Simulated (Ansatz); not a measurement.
# Ge: energy change per atom and pressure against volume scale

Results calculated with Ansatz 0.2.0, not measured. Plane-wave DFT, scalar-relativistic PAW made under PBE with cores redone for the functional, no dispersion; the given relaxed cell is scaled uniformly, energy at zero smearing counts from the unscaled cell, pressure at the given Fermi-Dirac smearing is positive in compression.

The cell before it is scaled or strained (space group P6_3/mmc, No. 194):
```
CELL_PARAMETERS angstrom
3.18140 0.00000 0.00000
-1.59070 2.75520 0.00000
0.00000 0.00000 4.92030
ATOMIC_POSITIONS crystal
Ge 0.33333 0.66667 0.25000
Ge 0.66667 0.33333 0.75000
```

Settings of every row: spin polarised no; functional BLYP; wave cutoff 420 eV; smearing width 0.1 eV; k mesh 13x13x7.

Atom starting moment: 0 on all atoms.

Limits: the cell comes from a prototype or a list of computed structures and needn't be the stable phase.

| row | volume scale | V (Å³/atom) | energy change per atom (meV) | pressure (GPa) |
| --- | --- | --- | --- | --- |
| 1 | 0.88 | 18.976 | 56.98 | 8.04 |
| 2 | 0.92 | 19.839 | 23.19 | 4.76 |
| 3 | 0.96 | 20.702 | ? | ? |
| 4 | 1.04 | 22.427 | 5.1 | -1.69 |
| 5 | 1.08 | 23.289 | 18.52 | -3.06 |
| 6 | 1.12 | 24.152 | 38.62 | -4.16 |

Question: what energy change per atom and pressure should row 3 give?

Worked fit of energy change per atom. Take u = (V_r/V)^(2/3) − 1 with V_r = 22.427 Å³ an atom, which is twice the finite (Eulerian) strain; such expansions in the strain, on which the Birch-Murnaghan equation of state is built, carry the rest volume and the bulk modulus. The shown rows have u = 0.11783, 0.08518, 0, -0.02483, -0.0482. Least squares give energy change per atom = 5.01 − 368.945 × u + 6865.47 × u² meV; a straight line predicts inner rows, each left out in turn, worse (root mean square 19 against 0.28 meV). The rows lie off it by 0.12, -0.21, 0.09, 0.12, -0.12 (root mean square 0.14 meV). The withheld row has u = 0.05481, so the fit gives 5.01 − 368.945 × (0.05481) + 6865.47 × (0.05481)² = 5.41 meV.

The calculation gave 5.23 meV. The fit lies 0.18 meV (3.4 % of the value, 0.35 % of the column's range) above it; its largest miss of a shown row is 0.21 meV.

Worked fit of pressure. Take u = (V_r/V)^(2/3) − 1 with V_r = 22.427 Å³ an atom, which is twice the finite (Eulerian) strain; such expansions in the strain, on which the Birch-Murnaghan equation of state is built, carry the rest volume and the bulk modulus. The shown rows have u = 0.11783, 0.08518, 0, -0.02483, -0.0482. Least squares give pressure = −1.706 + 59.86 × u + 192.62 × u² GPa; a straight line predicts inner rows, each left out in turn, worse (root mean square 0.55 against 0.042 GPa). The rows lie off it by 0.02, -0.03, 0.02, 0.01, -0.02. The pressure vanishes at u = 0.0263, or V = 21.57 Å³ an atom, and there the bulk modulus at fixed shape and fractions is B = −V dP/dV = (2/3)(1 + u) dP/du = 47.9 GPa. Letting shape and atoms relax would as a rule lower it, by much in layered, chain or molecular crystals. The withheld row has u = 0.05481, so the fit gives −1.706 + 59.86 × (0.05481) + 192.62 × (0.05481)² = 2.15 GPa.

The calculation gave 2.14 GPa. The fit lies 0.01 GPa (0.082 % of the column's range) above it, one unit of the last digit.
